Three sizes are worth remembering for this small chain of two borons and a hydrogen. Bending it to about a right angle costs roughly 1.4 eV. HF, MP2 and PBE shift that cost by 0.04 to 0.09 eV, CCSD(T) and PBE0 by only 0.004 and 0.006 eV (though PBE0 misses by up to 0.022 eV at other angles), and the sampling noise of AFQMC is a few thousandths. All energies are counted from the straight molecule, so each entry tests how evenly a method's error is spread along the bend, and not how small the error is.

Bending of neutral B2H (spin multiplicity 4) along the B-B-H angle, computed with AFQMC (own program) afq 1 and Ansatz 0.2.0 in the 6-31G basis. Determinants are unrestricted (UHF for the wavefunction methods), and the correlated methods keep the cores frozen. Each level's energies are counted from its own value at the start angle of 180 degrees.

```tsv
point angle (degree)	number	HF, energy from the start of the scan (eV)	MP2, energy from the start of the scan (eV)	CCSD(T), energy from the start of the scan (eV)	phaseless AFQMC, energy from the start of the scan (eV)	released AFQMC, energy from the start of the scan (eV)	FCI, energy from the start of the scan (eV)	PBE, energy from the start of the scan (eV)	PBE0, energy from the start of the scan (eV)
72.4	1	1.981	1.895	1.831	1.826	1.824	1.825	1.795	1.845
91.3	2	1.469	1.513	1.423	1.420	1.417	1.419	1.380	1.425
102.9	3	1.172	1.237	1.140	1.140	1.134	1.135	1.102	1.143
121.1	4	0.760	0.786	0.700	0.699	0.687	0.696	0.680	0.712
139.0	5	0.407	0.382	0.339	0.344	0.335	0.337	0.341	0.359
155.2	6	0.157	0.131	0.117	0.119	n/a	0.116	0.128	0.134
```

**1. Why does the molecule resist bending?**

At 72.4 degrees the calculation finds three unpaired electrons, two in orbitals lying in the molecular plane and one in an orbital perpendicular to it. This fits a straight parent with one unpaired σ electron and two unpaired π electrons. The orbitals at the other angles aren't given, nor is it shown whether the bond lengths relax along the scan. The argument from here on is bonding theory. The middle boron makes two σ bonds, and these are best served by two sp hybrids that point in opposite directions.

BeH₂ is the simpler relative: its middle atom also has two σ bonds and no lone pair, and it is straight. The likeness ends at the π electrons, which BeH₂ lacks. In B-B-H one of them lies in the plane of the bend. It could gain s character if the chain bent, but it would lose part of its bonding to the second boron. The energies show only the sum of these effects, and that sum favours the straight form over all six bent ones.

To guess a neighbouring case, look at the electrons on the middle atom that are not in σ bonds. If they sit there alone, as the lone pairs of water do, they favour a bend. If they are shared with a neighbour through π bonding, they hold the chain straighter.

**2. How does the cost grow with the angle?**

Bending to one side must cost as much as bending to the other, and the energy must repeat after a full turn. The simplest function that does both, and is zero for the straight chain, is E = A(1 + cos α), where α is the B-B-H angle and A is a constant energy. For small bends it becomes an ordinary spring. Fitted to all six FCI energies, it gives A ≈ 1.43 eV.

Take α = 102.9 degrees, a row that was part of the fit. The cosine is −0.223, so E = 1.43 × 0.777 ≈ 1.11 eV, against 1.135 eV from FCI. The typical miss over all rows is about 0.02 eV, whereas a spring kept at all angles misses by about 0.1 eV. The formula describes the shape over the angles in the table and doesn't prove the bonding argument. It shouldn't be carried to much sharper bends, where the hydrogen runs into the second boron. The printed output after this text holds both fits; its column "HF excess percent" is too large by a factor of 1000.

**3. Where does HF fail, and does it matter that the failure is uneven?**

HF makes every bend too expensive. In energy the worst case is 72.4 degrees, where it lies 0.156 eV above FCI. In proportion the worst case is the gentlest bend, at 155.2 degrees: 0.157 eV instead of 0.116 eV, or about a third too much. A bending force constant taken from HF would therefore be a poor one, although the absolute error there looks harmless.

The last step of the bend shows what correlation does. From 91.3 to 72.4 degrees HF rises by 1.981 − 1.469 = 0.512 eV, but FCI by only 1.825 − 1.419 = 0.406 eV. Correlation thus flattens the curve at its steeply bent end. A possible reason, not tested here, is that the hydrogen comes close to the second boron, so that its electrons correlate with those of both atoms.

**4. How can MP2 be worse than HF?**

At 91.3, 102.9 and 121.1 degrees MP2 raises the HF cost of bending, although the true correction lowers it. At 102.9 degrees HF is 0.04 eV too high and MP2 0.10 eV. At the other three angles MP2 does improve on HF.

MP2 treats each pair of electrons on its own and only to second order. At 72.4 degrees it recovers about 72% of the correlation energy and leaves 0.70 eV out. At the straight start it leaves out about 0.63 eV, so most of the loss cancels in the difference. What remains is positive at all six angles, and at the three angles named first it is larger than the correlation effect that was sought. A method that captures most of the correlation energy may still get its change with geometry wrong.

**5. Is CCSD(T) as accurate as its column looks?**

For the curve it is: all six energies lie within 6 meV of FCI. The total energies are less accurate. At 72.4 degrees CCSD(T) lies 29 meV above FCI, and at the start about 23 meV, which leaves the 6 meV seen in the table.

The difference from MP2 is that little is left to cancel. CCSD(T) lets the pairs influence one another and adds an estimate for triples, so even its uncancelled error is small. For bends of this quartet, within the angles and the basis used here, it can stand in for FCI. That trust shouldn't be carried over to a process where the error need not cancel, such as breaking a bond.

**6. PBE is almost exact at 139.0 degrees. Is it the functional to choose?**

No, because that agreement is a crossing. PBE is too low from 72.4 to 121.1 degrees and too high at the two wider angles, so its error has to pass through zero in between. A test at 139.0 degrees alone would show an error of 4 meV and hide one of 39 meV at 91.3 degrees.

PBE0 is too high at every bent angle, but more evenly so. Between any two points of the curve, the straight start included, its error is at most 22 meV, against 51 meV for PBE. When choosing a functional for a path, compare the spread of its errors along the whole path. These are errors within one small basis, and part of them may come from the basis.

**7. Which digits of the AFQMC columns can be trusted?**

The second decimal can be trusted to within one unit, and the third mostly cannot. With the noise found at 72.4 degrees, a difference between two phaseless energies is uncertain by about 2 meV. Most gaps to FCI are of that size or up to twice as large and deserve no explanation. Two stand out: phaseless AFQMC is 7 meV too high at 139.0 degrees, and the released value is 9 meV too low at 121.1 degrees.

The noise doesn't include the bias of the phaseless constraint. At 72.4 degrees that bias puts the total energy about 10 meV above FCI, yet the relative energy is off by only 1 meV. The start must carry nearly the same bias. As with CCSD(T), the curve is better than the points from which it is made.

**8. What would a larger basis change?**

It could change every column, FCI included. FCI is exact only for the orbitals it is given, with the cores frozen, and 6-31G has no polarisation functions. These let the electron cloud of an atom shift to one side, which matters when a hydrogen leaves the axis and nears a second boron. They would probably make the strongly bent forms cheaper, but the table can't say by how much.

The agreement of CCSD(T), AFQMC and FCI to within 9 meV therefore shows only that they give nearly the same curve for the same restricted problem. It doesn't make 1.825 eV the bending energy of the real molecule. For a value to compare with experiment, use CCSD(T) in larger basis sets with polarisation functions until the curve stops moving, let the bond lengths relax at each angle, and check whether a doublet lies below this quartet.

The analysis program printed:

```
Relative energy less FCI, meV:
    row   HF  MP2  CCSD(T)  phaseless  released  PBE  PBE0
   72.4  156   70        6          1        -1  -30    20
   91.3   50   94        4          1        -2  -39     6
  102.9   37  102        5          5        -1  -33     8
  121.1   64   90        4          3        -9  -16    16
  139.0   70   45        2          7        -2    4    22
  155.2   41   15        1          3       n/a   12    18
fit of row_fci on 6 rows: coefficient of bend 1.427 +/- 0.013; rms 0.0219, worst 72.4 0.0332, leave-one-out rms 0.0333
fit of row_fci on 6 rows: coefficient of spring 1.121 +/- 0.044; rms 0.0971, worst 72.4 0.152, leave-one-out rms 0.161
Shape and corrections:
    row  cosine less FCI meV  spring less FCI meV  FCI slope from row above meV/degree  MP2 less HF meV  HF excess percent
   72.4                33.18                151.9                                  n/a              -86               8548
   91.3                -24.6                -75.6                                21.48               44               3524
  102.9               -26.76                 -120                                24.48               65               3260
  121.1               -6.206               -103.6                                24.12               26               9195
  139.0                12.97               -49.97                                20.06              -25              20772
  155.2                15.58               -10.98                                13.64              -26              35345
MP2 share of the FCI correlation energy at 72.4 degrees, percent: 72.34
MP2 total energy above FCI at 72.4 degrees, meV: 695.7
MP2 total energy above FCI at the start, implied, meV: 625.7
CCSD(T) total energy above FCI at 72.4 degrees, meV: 29.18
CCSD(T) total energy above FCI at the start, implied, meV: 23.18
phaseless AFQMC total energy above FCI at 72.4 degrees, meV: 10.4
noise of a relative AFQMC energy if all points are like 72.4 degrees, meV: 2.308
PBE error, highest less lowest, meV: 51
PBE0 error, highest less lowest, meV: 16
```
